## Projecting $Q_N$ from $\Xi$: ideal, lattice and multilayer nitrogen compared

### The projection

With fugacity $z=e^{\beta\mu}$, the grand partition function is the generating function $\Xi(z)=\sum_{N\ge 0}Q_N z^N$ at fixed $V$ and $T$. Cauchy's theorem extracts one coefficient:

$$Q_N=\frac{1}{2\pi i}\oint\frac{dz\,\Xi(z)}{z^{N+1}}=\frac{1}{2\pi}\int_{-\pi}^{\pi}d\phi\;\Xi(re^{i\phi})\,(re^{i\phi})^{-N}. \tag{1}$$

The circle $|z|=r$ runs counter-clockwise inside the radius of convergence. Replacing the integral by $K$ equally spaced points $z_k=re^{2\pi ik/K}$ keeps every power of $z$ congruent to $N$ modulo $K$:

$$\frac1K\sum_{k=0}^{K-1}\Xi(z_k)\,z_k^{-N}=\sum_{m}Q_{N+mK}\,r^{mK},\qquad N+mK\ge 0. \tag{2}$$

If the system holds at most $N_{\max}$ particles, the terms with $m\neq0$ vanish for every $N$ once $K>N_{\max}$. For a single $N$ the condition $K>\max(N,N_{\max}-N)$ suffices. Without an upper bound the sum exceeds $Q_N$ by the fraction $\sum_{m\ne0}P(N+mK)/P(N)$, where $P(N)=Q_Nr^N/\Xi(r)$ is the grand canonical number distribution.

### The saddle point

The grand cumulants are $\kappa_n=\partial^n\ln\Xi/\partial(\ln z)^n$, so $\kappa_1=\langle N\rangle$ and $\kappa_2$ is the variance. Choose $r=z_0$ with $\kappa_1(z_0)=N$. Because all $Q_N\ge0$, the modulus of the integrand in (1) is largest at $\phi=0$, and this maximum is unique when two consecutive $Q_N$ are non-zero. The term linear in $\phi$ cancels, and

$$\ln\!\left[\Xi\, z^{-N}\right]=\ln\!\left[\Xi(z_0)z_0^{-N}\right]-\tfrac12\kappa_2\phi^2-\tfrac{i}{6}\kappa_3\phi^3+\tfrac1{24}\kappa_4\phi^4+\dots$$

For a large single-phase system all $\kappa_n$ grow in proportion to size. The limits may then be extended to $\pm\infty$ at an exponentially small cost, and the cubic and quartic terms expanded under the Gaussian weight, for which $\langle\phi^4\rangle=3/\kappa_2^2$ and $\langle\phi^6\rangle=15/\kappa_2^3$. The quartic term contributes $\kappa_4\langle\phi^4\rangle/24$. The cubic term averages to zero in first order and contributes $-\kappa_3^2\langle\phi^6\rangle/72$ in second order. Hence

$$Q_N\simeq Q_N^{(0)}\,(1+c),\qquad Q_N^{(0)}=\frac{\Xi(z_0)\,z_0^{-N}}{\sqrt{2\pi\kappa_2}},\qquad c=\frac{\kappa_4}{8\kappa_2^2}-\frac{5\kappa_3^2}{24\kappa_2^3}. \tag{3}$$

The series is asymptotic, $c$ scales as the inverse size, and the omitted terms scale as its square. With skewness $\gamma_1=\kappa_3/\kappa_2^{3/2}$ and excess kurtosis $\gamma_2=\kappa_4/\kappa_2^2$, the correction reads $c=\gamma_2/8-5\gamma_1^2/24$. It depends only on the shape of $P(N)$.

### Three models of N$_2$

**Ideal gas.** Take $T=300$ K, $p=1$ bar and an approximate molecular mass of 28.0 u. The volume per molecule is $v=k_BT/p=41.4$ nm$^3$, the thermal wavelength is $\Lambda=h/\sqrt{2\pi mk_BT}=19.05$ pm, and $\Lambda^3/v=1.7\times10^{-7}$, so Boltzmann statistics apply. Then $\Xi=e^{zq}$ with $q=(V/\Lambda^3)\,q_{\rm int}$, where $q_{\rm int}$ collects rotation, vibration and nuclear spin. All cumulants equal $zq$, the saddle lies at $z_0=N/q$, and $c=1/(8N)-5/(24N)$. The residue in (1) is $Q_N=q^N/N!$, so $q$ cancels and (3) becomes

$$\frac1{N!}\simeq\frac{e^NN^{-N}}{\sqrt{2\pi N}}\left(1-\frac1{12N}\right).$$

Inverting this gives Stirling's series through its first correction, $N!\simeq\sqrt{2\pi N}\,(N/e)^N[1+1/(12N)]$.

**Langmuir monolayer.** Each of $M$ independent sites holds at most one molecule, with partition function $\xi$. Then $\Xi=(1+z\xi)^M$ and $Q_N=\binom MN\xi^N$.

**Stacked multilayer.** Each of $M$ sites carries a column of any height, and every molecule has the same $\xi$. This is the BET site model with equal binding in all layers, an idealisation chosen for its closed form. Then $\Xi=(1-z\xi)^{-M}$ for $z\xi<1$, and $Q_N=\binom{M+N-1}{N}\xi^N$.

Let $\nu=N/M$, and set $\sigma=+1$, $0$, $-1$ for monolayer, gas and stack. The saddle of the two site models lies at $z_0\xi=\nu/(1-\sigma\nu)$. The recursion $\kappa_{n+1}=\kappa_2\,d\kappa_n/d\langle N\rangle$ gives

$$\kappa_2=N(1-\sigma\nu),\qquad \kappa_3=\kappa_2(1-2\sigma\nu),\qquad \kappa_4=\kappa_2(1-6\sigma\nu+6\sigma^2\nu^2),$$

and insertion into (3) yields

$$c=-\frac{1}{12N}\left[1+\frac{\sigma^2\nu^2}{1-\sigma\nu}\right]=-\frac1{12}\left[\frac1N+\frac1L-\frac1{N+L}\right]. \tag{4}$$

Here $L=M-N$ counts vacancies in the monolayer, $L=M$ counts columns in the stack, and $L\to\infty$ for the gas.

### Comparison

The table lists both parts of $c$, their sum, and the exact departure $\rho-1$ with $\rho=Q_N/Q_N^{(0)}$. Neither $q$ nor $\xi$ enters any column.

| Model | $N$ | $M$ | $\kappa_2$ | $10^3\,\gamma_2/8$ | $-10^3\,(5\gamma_1^2/24)$ | $10^3c$ | $10^3(\rho-1)$ |
|---|---|---|---|---|---|---|---|
| gas | 1 | – | 1 | 125.0 | −208.3 | −83.33 | −77.86 |
| gas | 10 | – | 10 | 12.50 | −20.83 | −8.333 | −8.296 |
| gas | 100 | – | 100 | 1.250 | −2.083 | −0.8333 | −0.8330 |
| monolayer | 10 | 100 | 9 | 6.389 | −14.81 | −8.426 | −8.388 |
| monolayer | 10 | 20 | 5 | −12.50 | 0 | −12.50 | −12.42 |
| monolayer | 10 | 11 | 0.9091 | 69.32 | −153.4 | −84.09 | −78.56 |
| stack | 10 | 100 | 11 | 18.86 | −27.27 | −8.409 | −8.371 |
| stack | 10 | 10 | 20 | 81.25 | −93.75 | −12.50 | −12.42 |
| stack | 10 | 1 | 110 | 751.1 | −835.2 | −84.09 | −78.56 |

**Sign.** By (4), $c<0$ in all three models, so at this order the Gaussian estimate lies above $Q_N$. The origin of the sign differs. In the gas the skewness term outweighs a positive kurtosis term in the ratio 5:3. In the half-filled monolayer particle–hole symmetry removes $\kappa_3$, and the negative kurtosis of a bounded distribution supplies all of $c$.

**Size dependence.** For the gas the remainder $\rho-1-c$ is $3.7\times10^{-5}$ at $N=10$. The next term of the reciprocal Stirling series, $1/(288N^2)=3.5\times10^{-5}$, accounts for most of it. The Gaussian prefactor is the larger finite-size effect, since it adds $\tfrac12\ln(2\pi N)=2.07$ to $\beta A_{10}=-\ln Q_{10}$.

**Filling.** The bracket in (4) has no term linear in $\nu$. At $\nu=0.1$ exclusion lowers $\kappa_2$ by a tenth and stacking raises it by a tenth, yet $c$ moves by only about one per cent, and in the same direction for both.

**The controlling count.** The second form of (4) shows that accuracy is set mainly by the smaller of $N$ and $L$, and not by $\kappa_2$. A monolayer with $L$ vacancies and a stack with $L$ columns share the same $c$ and the same exact $\rho$, because their $Q_N$ and their $Q_N^{(0)}$ differ by the same factor $L/(N+L)$. The rows with $\kappa_2=0.9091$ and $\kappa_2=110$ therefore coincide in the last two columns. The nearly full monolayer is a gas of one vacancy and behaves like the ideal gas at $N=1$. In the tall stack the variance grows as $M\nu^2$, but the shape does not become Gaussian: $\gamma_1^2\to4/M$ and $\gamma_2\to6/M$ as $\nu\to\infty$, so $c\to-1/(12M)$. At $M=1$ the two parts of $c$ are each of order one, and their modest sum comes from cancellation.

**Fourier sum.** Here the models rank by their tails. For the monolayer with $M=20$ and $N=10$, $K=11$ points return $\binom{20}{10}=184756$ exactly. For the gas at $N=10$ and $r=z_0$, the leading alias is $P(N+K)/P(N)=N^KN!/(N+K)!$, and the relative excess falls from $7.1\times10^{-3}$ at $K=11$ to $1.4\times10^{-6}$ at $K=20$. The single column has a geometric tail. Its excess at $N=10$, $r=z_0$ and $K>N$ is $u/(1-u)$ with $u=(10/11)^K$, which is still 0.17 at $K=20$.

### What the ideal gas leaves out

Interactions compete with the $1/(12N)$ term. Let $B$ be the second virial coefficient per mole and $x=BN/(N_AV)$, in a periodic cell wider than the interaction range. To first order in $B$, $\ln\Xi=zq-B(zq)^2/(N_AV)$. At the saddle $\kappa_2=N(1-2x)$, $\kappa_3=N(1-6x)$ and $\kappa_4=N(1-14x)$. Both parts of $c$ then change in magnitude by the same amount, $-5x/(4N)$, and these changes cancel, as the missing linear term in (4) also shows. The exponent $\ln(\Xi z_0^{-N})$ changes by $-Nx$ and the prefactor term $-\tfrac12\ln\kappa_2$ by $+x$, so

$$\Delta\ln Q_N=-(N-1)\,x .$$

Direct extraction of the coefficient of $z^N$ gives the same result, which reflects the $N(N-1)/2$ pairs.

With a typical $B\approx-4$ cm$^3$ mol$^{-1}$ for N$_2$ at 300 K, $x=Bp/(RT)=-1.6\times10^{-4}$ at 1 bar. The shift in $\ln Q_N$ is $1.4\times10^{-3}$ at $N=10$, below $|c|=8.3\times10^{-3}$. At $N=100$ it is $1.6\times10^{-2}$, far above $|c|=8.3\times10^{-4}$. Quantum exchange contributes at most of order $N\Lambda^3/v$, several hundred times less than the interaction shift. The condition $(N-1)|x|=1/(12N)$ places the crossover at $N\approx23$. This figure is the model's. It scales roughly as $|B|^{-1/2}p^{-1/2}$, and it is sensitive to temperature because the Boyle temperature of N$_2$, where $B$ vanishes, typically lies only a little above 300 K. Beyond a few tens of molecules at ambient density, the Stirling correction is smaller than the non-ideality of the gas it describes.